Q: My copper film is five atomic layers thick. I want to know which electron levels lie next to the Fermi energy when the electrons also move along the film. What do I have to go on?

A: Density-functional levels for five wave vectors of that motion, with two more still covered. Point a and point b give the wave vector in the plane: (0, 0) is Γ, no sideways motion, and (1/3, 1/3) is K, a corner of the zone.

Kohn-Sham levels of a five-layer Cu film (space group P-6m2), computed with FLEUR MaX-R8.1 (later development tree) using PBEsol and an all-electron FLAPW basis, without spin polarisation or spin-orbit coupling. The k mesh is 12 × 12 × 1, with Fermi-Dirac smearing of 0.05 eV. Levels are counted from the Fermi energy, and the third coordinate of every point is 0.

```
point a (reciprocal cell vector)  point b (reciprocal cell vector)  level under 4 (eV)  level under 3 (eV)  level under 2 (eV)  level under 1 (eV)  level over 1 (eV)  level over 2 (eV)
                          0.0000                            0.0000              -1.613              -1.613              -1.041              -0.364              4.950              6.220
                          0.0000                            0.2500              -1.637              -1.571              -1.539              -0.516              1.281              2.919
                          0.0833                            0.0833              -1.809              -1.631              -1.584              -1.239              0.035              1.079
                          0.1667                            0.1667              -1.649              -1.495              -1.241              -0.060              1.873              3.721
                          0.1667                            0.4167              -1.654              -1.612              -1.525              -1.500              1.131              1.559
                          0.2500                            0.2500                   ?                   ?                   ?                   ?                  ?                  ?
                          0.3333                            0.3333                   ?                   ?                   ?                   ?                  ?                  ?
```

Q: Can I follow one column downwards and call it a band?

A: No, because the columns are only ranks. "Level under 1" is the first level below the Fermi energy at that point, whatever its character. At every known point, two or more of the listed levels sit between about −1.8 and −1.5 eV, which is in the usual range of copper's compact 3d orbitals. Others climb steeply away from Γ, as the broad sp states do. This division rests on energies and on what is known of copper.

Q: What makes the sp levels climb?

A: Think of a wave that bounces between the two surfaces while it runs along the film. Only certain standing waves fit across five layers, so they form a ladder, numbered n = 1 to 5 by their half-wavelengths. Sideways motion adds energy and lifts the whole ladder. The upper rungs pass the Fermi energy first, at small wave vectors, and the lower ones follow further out.

If the electrons hop from atom to atom, the spacing of the rungs changes too. An atom touches three atoms in the next layer, and an electron reaches all three at once. At Γ these three contributions add up. With sideways motion they fall out of step, the coupling between layers weakens, and the rungs draw together. At K they are a third of a turn apart and cancel.

Q: Can you turn that into numbers?

A: Give each atom one orbital and let electrons hop only to nearest neighbours. The levels are then

E = c − 2t [S + |f| cos(nπ/6)]

S = cos(2πa) + cos(2πb) + cos(2π(a + b))

|f|² = 3 + 2S

Here a and b are the two coordinates, S collects hops within a layer, f those to the next layer, and t is the hopping strength. A least-squares fit to one sp level at each of the five known points gives c = −0.42 eV and 2t = 1.76 eV, with a typical miss of 0.4 eV. Three empty levels that were kept out of the fit come out too low by 0.1 to 0.5 eV.

Q: How do you know which rung is which?

A: I compared the same levels with free electrons in a film, filled with five sp electrons per cell. My numbering misses by 0.5 eV on average (root mean square); moving the numbers down by one, apart from the lowest rung, which has nowhere to go, raises that to 2.0 eV. Some levels have no place in a five-rung ladder, such as the one at −0.364 eV at Γ. That one may be one of a pair of surface states, with the level at −1.041 eV, my fifth rung, as its partner, but that is a guess.

Q: Then work out (1/4, 1/4) for me.

A: That point took no part in the fit. The three cosines are 0, 0 and −1, so S = −1 and |f| = 1. For the second rung cos(2π/6) = 0.5, and the bracket is −0.5. Its energy is −0.42 + 1.76 × 0.5 ≈ 0.5 eV. The first and third rungs follow in the same way, at −0.2 and 1.3 eV.

So I expect the ladder to straddle the Fermi energy: first level under at −0.2 ± 0.6 eV, first over at 0.5 ± 0.6 eV, second over at 1.3 ± 0.6 eV. The signs are limited by the definition of the columns. The second rung could still fall on either side, which would shift the ranking.

Q: And at K?

A: There I expect no occupied sp level. The first level under should be a d level at −1.5 ± 0.3 eV, taken from the neighbouring point (1/6, 5/12) because the top of the d levels seems to stay close to that energy at the known points. With f = 0 the rungs bunch, so the first and second levels over should both lie at 2.2 ± 0.7 eV, less than 0.5 eV apart. All these ranges are my judgement, and K lies outside the fitted range.

Q: Let me see the two covered rows.

The withheld rows as computed:

```
point a (reciprocal cell vector)  point b (reciprocal cell vector)  level under 4 (eV)  level under 3 (eV)  level under 2 (eV)  level under 1 (eV)  level over 1 (eV)  level over 2 (eV)
                          0.2500                            0.2500              -1.587              -1.469              -1.465              -0.124              0.242              1.122
                          0.3333                            0.3333              -1.735              -1.673              -1.631              -1.624              3.399              3.592
```

Q: The first one looks good.

A: All three levels at (1/4, 1/4) fall within their ranges, the worst about 0.2 eV from the forecast. The ladder does straddle the Fermi energy, with levels at −0.12 and 0.24 eV. That fits the first rung being still occupied and the second already empty.

Q: But K is far off.

A: Half of it is. The level under the Fermi energy is 0.1 eV from the forecast, and the two empty levels are only 0.2 eV apart, as the cancellation suggested. Their height is wrong: they lie at 3.4 and 3.6 eV, which is 1.2 and 1.4 eV above the forecast and well outside its range.

Q: What did the hopping picture get wrong?

A: Its hopping strength is too small for this part of the zone. Follow the lowest rung, as I number it, from (1/4, 1/4) through (1/6, 5/12) to K. The bracket in the formula falls from −0.13 to −0.60 and then −1.5, while the computed level climbs from −0.12 to 1.13 and then 3.40 eV. That is about 2.7 eV per unit of bracket on the first stretch and 2.5 eV on the second. So the formula has nearly the right shape for this rung, but the fit gave it only 1.76 eV.

Four of the five fitted levels were upper rungs at smaller wave vectors. One orbital with one hopping strength does not serve the whole ladder.

Q: Should you have seen it coming?

A: I should have allowed for it. At (1/6, 5/12), the known point nearest to K, both empty levels already lay about 0.5 eV above the hopping model. The fit also leaves 2t uncertain by 0.6 eV. At K, far outside the fitted points, that alone is worth more than the 0.7 eV I allowed.

Q: So should I simply use free electrons?

A: For the height at K they do better: their lowest rung, at 3.7 eV, is only 0.3 eV too high. At (1/4, 1/4) they do worse, because they put the second rung just under the Fermi energy, while the calculation has it empty. The spacing does not decide between the two pictures. In a film six layer spacings wide, about 12 Å, the first standing wave costs 0.25 eV across the film. That cost grows as n², so the second rung lies 3 × 0.25 ≈ 0.7 eV higher. But at K three free waves, equally fast and a third of a turn apart in direction, count as the same point of the zone. Each rung therefore holds three levels there, which the lattice mixes and splits. The computed 0.2 eV may come from such a splitting or from the bunching of the hopping picture; the energies alone cannot tell.

Between (1/4, 1/4) and K you can still picture the sp levels rising and closing up, with the last occupied one crossing the Fermi energy on the way. For a comparison with photoemission, remember that this kind of functional puts copper's d levels too close to the Fermi energy. The −1.6 eV at K carries that error. This film also has a mirror plane through its middle layer, which the ordinary stacking of copper does not allow, so its levels need not match those of a normal copper film exactly.
